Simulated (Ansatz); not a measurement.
A series in volume scale on Au

All results are calculated (Ansatz 0.2.0). Plane-wave DFT, scalar-relativistic PAW made under PBE with cores redone for the functional, no dispersion; the given relaxed cell is scaled uniformly, energy at zero smearing counts from the unscaled cell, pressure at the given Fermi-Dirac smearing is positive in compression.

The cell before it is scaled or strained (space group Fm-3m, No. 225):
```
cell vectors (Å)
   0.0000     2.0783     2.0783
   2.0783     0.0000     2.0783
   2.0783     2.0783     0.0000
atoms (fractions of the cell vectors)
Au  0.00000  0.00000  0.00000
```

Settings of every row: spin polarised no; functional PBE; wave cutoff 420 eV; smearing width 0.1 eV; k mesh 21x21x21.

Atom starting moment: 0 on all atoms.

Limits: no spin-orbit coupling, which can matter with elements this heavy.

| row | volume scale | V (Å³/atom) | pressure (GPa) | energy change per atom (meV) |
| --- | --- | --- | --- | --- |
| 1 | 0.88 | 15.799 | 26.22 | 152.48 |
| 2 | 0.92 | 16.517 | 15.07 | 61.43 |
| 3 | 0.96 | 17.236 | 6.58 | 14.1 |
| 4 | 1.04 | 18.672 | -4.75 | 11.04 |
| 5 | 1.08 | 19.39 | ? | ? |
| 6 | 1.12 | 20.108 | -11.14 | 85.23 |

Question: what pressure and energy change per atom should row 5 give?

Worked fit of pressure. Take u = (V_r/V)^(2/3) − 1 with V_r = 17.236 Å³ an atom, which is twice the finite (Eulerian) strain; such expansions in the strain, on which the Birch-Murnaghan equation of state is built, carry the rest volume and the bulk modulus. The shown rows have u = 0.05975, 0.02881, 0, -0.05195, -0.09764. Least squares give pressure = 6.652 + 270.91 × u + 917 × u² GPa; a straight line predicts inner rows, each left out in turn, worse (root mean square 2.6 against 0.26 GPa). The rows lie off it by 0.11, -0.15, -0.07, 0.20, -0.08 (root mean square 0.13 GPa). The withheld row has u = -0.0755, so the fit gives 6.652 + 270.91 × (-0.0755) + 917 × (-0.0755)² = -8.57 GPa.

The calculation gave -8.42 GPa. The fit lies 0.15 GPa (1.8 % of the value, 0.4 % of the column's range) below it; its largest miss of a shown row is 0.20 GPa.

Worked fit of energy change per atom. Take u = (V_r/V)^(2/3) − 1 with V_r = 17.236 Å³ an atom, which is twice the finite (Eulerian) strain; such expansions in the strain, on which the Birch-Murnaghan equation of state is built, carry the rest volume and the bulk modulus. The shown rows have u = 0.05975, 0.02881, 0, -0.05195, -0.09764. Least squares give energy change per atom = 15.286 + 1130.45 × u + 19049.6 × u² meV; a straight line predicts inner rows, each left out in turn, worse (root mean square 54 against 4 meV). The rows lie off it by 1.64, -2.24, -1.19, 3.07, -1.29 (root mean square 2 meV). The withheld row has u = -0.0755, so the fit gives 15.286 + 1130.45 × (-0.0755) + 19049.6 × (-0.0755)² = 38.52 meV.

The calculation gave 41.05 meV. The fit lies 2.53 meV (6.2 % of the value, 1.8 % of the column's range) below it; its largest miss of a shown row is 3.07 meV.
